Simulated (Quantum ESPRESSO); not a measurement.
# Work function, top-layer force and surface energy of unrelaxed Ru(0001) slabs of 2 to 8 layers with PBE

I have to decide how thin a Ru(0001) slab may be if its surface properties are to stand for those of a thick film. Three are calculated with PBE for unrelaxed slabs, with two sets of pseudopotentials. The work function Φ is the vacuum level less the Fermi level, the force is that on the top atom along the outward normal, and the excess energy is counted from a bulk energy per layer taken from the thicker slabs. The row that doesn't fit is the two-layer slab, and only in its force: −1.236 eV/Å with the ultrasoft set, against −0.490 to −0.617 eV/Å for four to eight layers. Its Φ and its excess energy lie within the range of the others.

## Method

Quantum ESPRESSO 7.5 (pw.x), driven by a script. Symmetric 1×1 slabs of Ru(0001) (hcp), atoms at bulk places, with open boundaries by the effective screening medium. The lattice constant is a rounded table value, slightly shorter than the measured one. The empty space on each side is set to 7.5 Å in the script; in the eight-layer cell it comes out slightly larger. Mesh 12×12×1 for all thicknesses, Marzari-Vanderbilt smearing of 0.02 Ry, spin-paired, no spin-orbit coupling. PBE, GBRV ultrasoft: cutoffs 40 and 200 Ry; PBE, SG15 norm-conserving: cutoffs 60 and 240 Ry. The excess energy is the slab's energy less the number of layers times the slope of a straight line through the thicker slabs; it is twice the surface energy per cell.

Notes on method and selection:

- Confinement between the two faces quantises the states along the normal, so values can oscillate with thickness.
- The lattice constant, a rounded measured value, is no functional's own, which alters the force.
- Runs that did not converge, have known faults or may not be shown are not listed, and runs on Ansatz's PAW sets soft_1 and soft_2 are kept to separate tables.

Columns:

- layers: number of atomic layers.
- Φ (eV): work function: vacuum level outside the slab less the Fermi level.
- force (eV/Å): force on the top atom along the outward normal; negative pulls it inwards.
- excess energy (meV): excess energy of the slab, both faces, per 1×1 cell.

## Results

| member | layers | Φ (eV), PBE, GBRV ultrasoft | Φ (eV), PBE, SG15 norm-conserving | force (eV/Å), PBE, GBRV ultrasoft | force (eV/Å), PBE, SG15 norm-conserving | excess energy (meV), PBE, GBRV ultrasoft | excess energy (meV), PBE, SG15 norm-conserving |
| --- | --- | --- | --- | --- | --- | --- | --- |
| 2 layers | 2 | 5.082 | 5.083 | −1.236 | −1.210 | 2117 | 2107 |
| 4 layers | 4 | 5.114 | 5.115 | −0.490 | −0.471 | 2120 | 2112 |
| 6 layers | 6 | 5.078 | 5.077 | −0.617 | −0.597 | 2097 | 2088 |
| 8 layers | 8 | 5.089 | 5.089 | −0.573 | −0.548 | 2120 | 2112 |

## The trend and its physics

From four layers on, nothing drifts steadily. With the ultrasoft set Φ stays between 5.078 and 5.114 eV, and the mean force is (−0.490 − 0.617 − 0.573) / 3 = −0.560 eV/Å. A metal screens its surface within about a layer, so an added layer goes into the middle and leaves the faces nearly as they were.

The inward pull comes from lost neighbours. In a transition metal the d-band bonding energy of an atom grows roughly as $\sqrt{Z}$, with $Z$ the number of nearest neighbours. The attraction along a bond between atoms $i$ and $j$ then goes as $1/\sqrt{Z_i}+1/\sqrt{Z_j}$, while the repulsion depends on the distance alone. In the bulk at equilibrium the two balance with $Z=12$ at both ends.

In a slab of three or more layers the top atom has $Z=9$ and the atom below it still has 12, which leaves a net pull proportional to $1/\sqrt{9}-1/\sqrt{12}$. In the two-layer slab both ends of the bond have $Z=9$, and the net pull is doubled. The two-layer force should therefore be about 2 × (−0.560) = −1.120 eV/Å.

The same count says that the excess energy should hardly change, because every slab from two layers up has exactly two layers of nine-fold atoms. The two-layer value of 2117 meV, beside 2097 to 2120 meV for the thicker slabs, agrees with that.

## Residuals

The six-layer excess energy lies below its neighbours by 23 meV (ultrasoft) and 24 meV (norm-conserving). The four- and eight-layer values are equal by construction of the line, so their agreement is no sign of convergence. The dip appears with both potentials, which leaves confinement or the shared mesh as possible causes.

A further converged ultrasoft run, marked as bad and left out, gave a far higher Φ for its thickest slab. The close agreement of the two Φ columns is thus that of the runs kept, and a converged run can still be wrong.

## Review of the odd result

Doubling the pull accounts for most of the odd force. What remains is −1.236 + 1.120 = −0.116 eV/Å, about the range of the thicker slabs (0.617 − 0.490 = 0.127 eV/Å).

The pseudopotential is a weak suspect: the two sets differ by only 0.026 eV/Å in this row. Mesh error and confinement could act in either direction, and the range of the thicker slabs suggests about 0.1 eV/Å for the two together.

The lattice constant has the right sign. PBE usually makes 4d metals slightly too large, and the rounded constant used here is slightly shorter than the measured one. Both compress the crystal relative to PBE's own equilibrium, so every top atom should feel an extra outward push. Doubling the thick-slab force counts this push twice, whereas the real two-layer slab contains it once. A push of +0.116 eV/Å would close the gap.

Spin is a further suspect. A moment in so thin a film would weaken the bonds and reduce the inward pull, so a spin-paired run could exaggerate it.

I would run the checks in this order, starting with the cheapest:

1. The stress of bulk Ru at the same rounded lattice constant, not at the measured one. Pressure along the normal times the cell area gives the push. About 0.1 eV/Å outward would explain the remainder; nearly zero, or an inward pull, would clear the lattice constant. A much larger outward push would overshoot the gap and show that the simple doubling is less exact than it looks.
2. The two-layer slab with spin, started from a finite moment. If the moment dies away, spin is cleared; if it survives with a lower energy, the tabulated force belongs to the wrong state.
3. The two-layer slab on an 18×18×1 mesh, with (18 / 12)² = 2.25 times the points before symmetry. A shift of about 0.1 eV/Å would put the remainder down to sampling; a shift of several tenths would undermine the bond count itself.
4. A three-layer slab. Its middle atom has all twelve neighbours, so the bond count predicts a force near −0.56 eV/Å. A value near −0.9 eV/Å, halfway to the two-layer result, would point to a longer-ranged effect of thickness.

## Conclusions and limits

Among these unrelaxed, even-layered slabs, two layers already give Φ within 0.04 eV of the thicker ones. The force needs at least four layers, and even then it varies by about 0.13 eV/Å. For the surface energy of unrelaxed faces two layers are enough, provided the bulk energy per layer comes from thicker slabs: half the excess runs only from 2088 / 2 = 1044 meV to 2120 / 2 = 1060 meV per cell and face over all slabs and both potentials.

That verdict does not carry over to relaxed slabs. Relaxation would draw the top layers inwards; for a rough 0.1 Å at each face of a thicker slab, the excess energy falls by about 2 × ½ × 0.56 × 0.1 = 0.056 eV, more than twice the six-layer dip. The two-layer slab has only one spacing to shorten, but a larger force. With the same stiffness that spacing shrinks by 0.1 × 1.236 / 0.56 = 0.22 Å, and the energy falls by 1.236 × 0.22 / 2 = 0.136 eV. The difference from the thicker slabs, 0.136 − 0.056 = 0.080 eV, is larger than the whole spread of the excess energies over both potentials, 2120 − 2088 = 32 meV. For a relaxed surface energy I would therefore not rely on two layers. How far relaxation shifts Φ is not tested here. For Φ, the error of PBE itself matters more than thickness: it tends to give transition-metal work functions too low, by roughly 0.1 to 0.3 eV.
